Question

A sheet of ZrTeSe holds a layer of Zr between a layer of Se above and a layer of Te below. Each Zr touches three Se and three Te atoms, which form a trigonal prism; whether this form is more stable than an octahedral one was not computed. Bands computed with the PBE functional have been rewritten in eleven localised functions: rows 1 to 5 belong to Zr, rows 6 to 8 to Se and rows 9 to 11 to Te.

In the table, function x, function y and function z give the centre of a function, and function spread is the mean-square distance of its density from that centre. Function on site is the mean energy of an electron held in that one function, counted from the top of the valence bands. The Zr layer lies at z = 9.13 Å, the Se layer at 10.69 Å and the Te layer at 7.18 Å.

Maximally localised Wannier functions of a ZrTeSe sheet, computed with Ansatz 0.2.0 from PBE plane-wave (PAW) bands without spin–orbit coupling, at the r2SCAN geometry. The cutoff is 420 eV, the k mesh 6×6×1, and the trial orbitals are Zr 4d, Se 4p and Te 5p. Energies are relative to the valence top; the outer window is −10.0 to 9.52 eV, the frozen window −6.0 to 1.52 eV.

```
row  function spread (angstrom^2)  function on site (eV)  function x (Å)  function y (Å)  function z (Å)
  1                         2.011                  1.596          -0.155           2.302           9.097
  2                         1.926                  2.137           0.013           2.217           9.164
  3                         1.924                  2.160          -0.011           2.203           9.158
  4                         2.011                  1.595           0.002           2.029           9.097
  5                         2.007                  1.630           0.151           2.297           9.087
  6                         2.018                 -1.388           1.915           1.106          10.711
  7                         1.957                 -1.480           1.897           1.138          10.612
  8                         1.957                 -1.480           1.930           1.071          10.612
  9                         2.558                 -0.751           1.916           1.108           7.087
 10                         2.493                 -0.527           1.903           1.135           7.268
 11                         2.493                 -0.525           1.922           1.071           7.268
```

(a) The threefold axis through Zr divides five d levels into one single level and two pairs. Explain the grouping found in rows 1 to 5.
(b) Explain the order of the on-site levels, including that of the functions along the sheet normal, rows 6 and 9, relative to their in-plane partners.
(c) Averaged over the k mesh and counted from the valence top, the six highest valence bands of the same calculation have a mean energy of −2.00 eV and the five lowest conduction bands one of 2.93 eV. How much of the separation between these means is already present in the on-site levels?

Model answer

(a) The table shows three and two. Rows 1, 4 and 5 share a level near 1.6 eV, and their centres lean by 0.18 Å in three directions 120° apart, each towards an empty hollow between three Zr atoms. Rows 2 and 3 lie near 2.1 eV and hardly lean in the plane. The small differences inside each group would vanish in a perfectly symmetric set of functions.

The grouping follows from what localisation minimises. For functions on one atom, with r measured from the nucleus and c the position of a centre,

sum of spreads = sum of ⟨r²⟩ − sum of c²

Mixing these functions among themselves leaves the first sum unchanged, so the spread can fall only if the centres move outwards. A z² function on the threefold axis has no sideways direction to choose. Blended with the in-plane pair xy and x²−y², it gives three equal functions that can lean apart. The gain is at most 1.6% of their summed spread, but the procedure has no other criterion. The make-up of the functions is inferred from their centres; because Se and Te differ, symmetry allows some xz and yz to mix in.

Each blend is one third z² and two thirds in-plane pair, so its on-site level is an average:

E(blend) = [E(z²) + 2 E(pair)] / 3

The separate levels are hidden in the coupling between blends on the same atom. Their grouping returns in the bands: at the zone centre, the five lowest conduction bands of the same calculation come as one, two and two.

Methane shows the same effect. Its four C–H bond orbitals are equal, yet its occupied valence levels are one plus three. The likeness ends with the lean: s and p functions have opposite parity, so their hybrids point to one side, whereas a blend of pure d functions stays centred on the nucleus. The lean on Zr therefore requires some character of odd parity, such as p, or tails on neighbouring atoms.

(b) Between atoms, the order follows the binding of the shells. The p functions of Te lie on average 0.85 eV above those of Se and have a 27% larger spread, because the 5p shell is wider and less tightly bound than 4p. The Zr d functions lie higher still, as befits a metal that formally gives its valence electrons to the chalcogens.

On Zr, the direction of the lobes offers a likely reason for the order. If rows 2 and 3 are taken as xz and yz, their lobes slant out of the plane towards the corners of the prism. Geometry then gives each of them about 3.5 times the density towards the chalcogens that a blend has. Repulsion from the electrons there should raise them, and the table puts them 0.54 eV higher. The density ratio supports the order, but does not give the size of the gap.

On Se, the function along the normal lies 0.09 eV above its in-plane partners; on Te it lies 0.23 eV below them. A sheet of point charges, positive on Zr and negative on the chalcogens, suggests why. Negative neighbours in the same layer push the in-plane functions up, to a similar degree on both sides. The Zr layer as a whole lowers those functions relative to the one along the normal, but this difference fades quickly with height, and Te stands 1.95 Å from the Zr layer against 1.56 Å for Se. The Zr layer wins narrowly on Se and loses on Te.

With equal charges on Se and Te, the point-charge sum gives both signs and, for charges of a few tenths, splittings of the right order of magnitude. The Se result rests on a near cancellation: a moderately larger charge on Se than on Te would reverse its sign, and Se, the more electronegative of the two, is expected to carry the larger charge. The cause of the sign on Se therefore remains open. The contrast is better supported: the greater height of Te favours the function along the normal more than the lower height of Se does. Some s character could also shift rows 6 and 9, since symmetry forbids it in their partners. Row 9 is the more exposed: its centre leans 0.09 Å away from the Zr layer, as a blend of s and p can, and a Te s-like band enters the energy window at some mesh points. The effect on its level is untested.

(c) On average, the d functions lie 2.85 eV above the p functions. The band means given in the question lie 2.93 + 2.00 = 4.93 eV apart. The on-site levels thus contain 58% of the separation, and coupling between atoms supplies the rest.

That coupling can be followed with a sum rule: the eleven on-site levels add up to the same total as the model's eleven bands, averaged over the mesh. Coupling among the p functions cannot change their own average. Yet the six valence bands lie on average 0.97 eV below it, so they cannot consist of p functions alone: the drop measures what they gain by taking in d functions. What the valence bands lose, the five upper bands must gain:

rise of each upper band = 6 × 0.97 / 5 = 1.16 eV
separation = 2.85 + 0.97 + 1.16 = 4.98 eV

This exceeds the computed 4.93 eV by 1%. The sum rule is exact for the model, so the small excess shows that its upper bands are not purely the five lowest conduction bands. The printed output gives this comparison and the lattice sum. Neither is fitted, but the lattice sum is given per unit of chalcogen charge and leaves the size of that charge open.

Remarks on the reasoning

The common mistake is to read an on-site level as a band energy. It is the energy of an electron that is not allowed to leave its function, so it records the atom and its surroundings but omits the coupling to other functions. The 58% also belongs to this particular set of functions; blending within one shell would leave it unchanged, but a set with p and d character shared out differently would not.

For a related sheet, the argument runs in the same order. First ask which functions on an atom can lean apart if blended, and expect them to share one averaged level. Then ask which lobes point at negative neighbours, and place those higher. Only then add the coupling that pushes the p and d bands apart.

Three limits matter in use. Along the path on which the bands were compared, the model misses the upper d bands by up to 0.24 eV, so it describes the valence bands better than the higher conduction bands. Spin–orbit coupling, left out here, would split the top of the valence bands and so move the zero from which every level is counted. PBE also tends to place empty bands too close to filled ones, so the true separation is probably larger than 4.93 eV.

Printed output of the fit:

```
Shift of each centre from its own atom in angstrom:
  row  along x  along y  along z
    1   -0.155    0.092   -0.033
    2    0.013    0.007    0.034
    3   -0.011   -0.007    0.028
    4    0.002   -0.181   -0.033
    5    0.151    0.087   -0.043
    6    0.005    0.006    0.021
    7   -0.013    0.038   -0.078
    8     0.02   -0.029   -0.078
    9    0.006    0.008   -0.093
   10   -0.007    0.035    0.088
   11    0.012   -0.029    0.088
Mean lean of rows 1, 4, 5 towards the nearest hollow between three Zr (angstrom): 0.1785
Largest distance of a centre from its atom, percent of the Zr-Se contact: 6.81
Most that the in-plane leans can save, percent of the summed spread of rows 1, 4, 5: 1.586
Mean level of rows 1, 4, 5 (eV): 1.607
Mean level of rows 2, 3 (eV): 2.149
Rows 2, 3 above rows 1, 4, 5 (eV): 0.5415
Angular density towards the chalcogens, an xz/yz function over a hybrid of the other three (ratio): 3.545
Mean Te p level above mean Se p level (eV): 0.8483
Mean Te p spread over mean Se p spread (ratio): 1.272
Se, function along the normal less in-plane pair (eV): 0.092
Te, function along the normal less in-plane pair (eV): -0.225
Point-charge sheet, same splitting on Se per unit chalcogen charge (eV, crude): 0.2068
Point-charge sheet, same splitting on Te per unit chalcogen charge (eV, crude): -0.8038
Mean on-site level of the six p functions (eV): -1.025
Mean of the six valence bands less that p level (eV): -0.9701
Mean d on-site level less mean p on-site level (eV): 2.849
Mean of the five lowest conduction bands less mean of the valence bands (eV): 4.929
On-site part of that band separation (percent): 57.8
Sum rule, mean of all eleven bands less mean of all eleven on-site levels (eV): -0.02465
```
